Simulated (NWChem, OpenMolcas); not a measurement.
## A family of molecules: the HOMO–LUMO gap

All atoms of one element are swapped for its congeners: C2H6 (ethane) `CC`; SiH3(SiH3); GeH3(GeH3) (digermane). All are singlets with charge 0.

Shapes, held fixed at every level: PBE0-D4/def2-TZVP. Programs: NWChem 7.3.0, OpenMolcas 26.06. A level may come from different programs for different species; with the same settings they agree closely. Values in eV.

| level | C2H6 | SiH3(SiH3) | GeH3(GeH3) |
| --- | --- | --- | --- |
| HF/STO-3G | 29.88 | 19.78 | 19.60 |
| HF/3-21G | 20.68 | 14.98 | 14.34 |
| B3LYP/6-31G* (Cartesian functions) | 12.11 | 8.69 | 8.00 |

At B3LYP/6-31G* (Cartesian functions) the HOMO–LUMO gap falls at every step, from 12.11 to 8.00 eV. Every level shows the same order. Relativity is left out for Ge unless named. Orbital gaps aren't excitation energies, and the LUMO depends on the basis.

The decrease down group 14 is uneven: most of it comes between ethane and disilane, while digermane lies close to disilane at every level. The heavier atoms bond through larger, more diffuse valence p orbitals, whose weaker overlap along the central bond reduces the splitting between σ and σ* levels. Their lower electronegativity also tends to raise the occupied bonding levels, and in disilane and digermane the HOMO is probably mainly the σ bond between the two heavy atoms. The small last step fits the filled 3d shell of germanium, which screens the nuclear charge poorly and keeps its valence orbitals close to silicon's in size and energy.

The order of the three molecules is therefore better supported than the size of any step, which shifts considerably between levels, probably because the basis and the treatment of exchange affect the empty orbitals unequally. The gaps alone don't show how much of the narrowing comes from a rising HOMO and how much from a falling LUMO.
